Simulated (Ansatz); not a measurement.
**Electron–phonon coupling and T_c of HfB — Ansatz, plane waves and PAW**

Space group Fm-3m (No. 225), 2 atoms in the cell of the first input below: a = 3.384 Å, b = 3.384 Å, c = 3.384 Å, α = 60.00°, β = 60.00°, γ = 60.00°.

The cell was built from a prototype of a structure type listed for this compound, relaxed without spin–orbit coupling to zero pressure (pressure 0.1 GPa with this functional, without spin–orbit coupling). Functional: PBEsol.

Input:

```yaml
crystal:
  lattice:
    - [0.0, 2.3931546574, 2.3931546574]
    - [2.3931546574, 0.0, 2.3931546574]
    - [2.3931546574, 2.3931546574, 0.0]
  atoms:
    - { symbol: Hf, position: [0.5, 0.5, 0.5] }
    - { symbol: B, position: [0.0, 0.0, 0.0] }
basis:
  ecutwfc: 420
  ecutrho_ratio: 4
kpoints:
  mp_grid: { grid: [12, 12, 12] }
hamiltonian:
  xc: pbesol
scf:
  occupations: { method: methfessel_paxton, width: 0.2 }
output: {}
phonons:
  supercell: [2, 2, 2]
  qpath:
    path:
      - [[0.0, 0.0, 0.0], [0.5, 0.0, 0.5], [0.625, 0.25, 0.625]]
      - [[0.375, 0.375, 0.75], [0.0, 0.0, 0.0], [0.5, 0.5, 0.5], [0.5, 0.25, 0.75], [0.5, 0.0, 0.5]]
    npoints: 6
  electrical_resistivity: { mesh: [24, 24, 24], temperatures: [50, 100, 200, 300, 500] }
  superconductivity: { mesh: [24, 24, 24], eliashberg_equations: false }
```

```bash
ansatz run input.yaml --threads 8 --pin off --max-ram 15360MiB --backend cpu --events-out ev --progress --plain --runs-dir out
```

Time: 2.4 min on 8 threads of Intel(R) Xeon(R) Processor @ 2.50GHz (Skylake/Cascade Lake) (shared host), peak memory 2.1 GiB.

On the finest mesh λ = 0.3998, ω_log = 30.058 meV, N(E_F) = 0.526 states per eV, spin and cell. λ by mesh: 24×24×24 0.400, 12×12×12 0.399, 6×6×6 0.407.

What T_c does McMillan's formula in the Allen–Dynes form give for μ* = 0.10?

T_c = (ω_log/1.2) exp[−1.04(1+λ)/(λ − μ*(1+0.62λ))] = (348.81 K/1.2) × exp(−1.4558/0.2750) = 1.46 K. By mesh, finest first, the same formula gives 1.46, 1.42, 1.58 K.

```
  μ*  McMillan (K)  Allen–Dynes with strong-coupling factors (K)
0.08          2.27                                          2.31
0.10          1.46                                          1.49
0.12          0.86                                          0.87
0.13          0.63                                          0.64
0.14          0.45                                          0.46
0.16          0.20                                          0.20
0.20          0.02                                          0.02
```

Caveats: no spin-orbit coupling, which matters for these elements; small supercell, couplings not converged in it; with so small a supercell and a typed μ*, T_c can miss a measured one by a factor of two or more.

The calculation places rocksalt HfB in the weak-coupling regime, with λ = 0.3998 and a T_c of 1.46 K at μ* = 0.10. Because the phonon-mediated attraction only modestly exceeds the Coulomb repulsion, T_c depends exponentially on a small difference: it falls from 2.27 K at μ* = 0.08 to 0.02 K at μ* = 0.20. The strong-coupling factors barely alter this, as expected for such a small λ.

With one valence electron fewer than HfC, HfB should have its Fermi level below the pseudogap that separates bonding from antibonding metal–nonmetal states in the carbide. The carriers therefore probably occupy B 2p–Hf 5d bonding states, whose energies respond to changes in the Hf–B distance. The light boron atoms favour high optical frequencies, but the total λ doesn't show whether these modes or the Hf-dominated acoustic ones provide most of the pairing. Nor do the results establish that the monoboride is stable against decomposition into hafnium and its diboride.
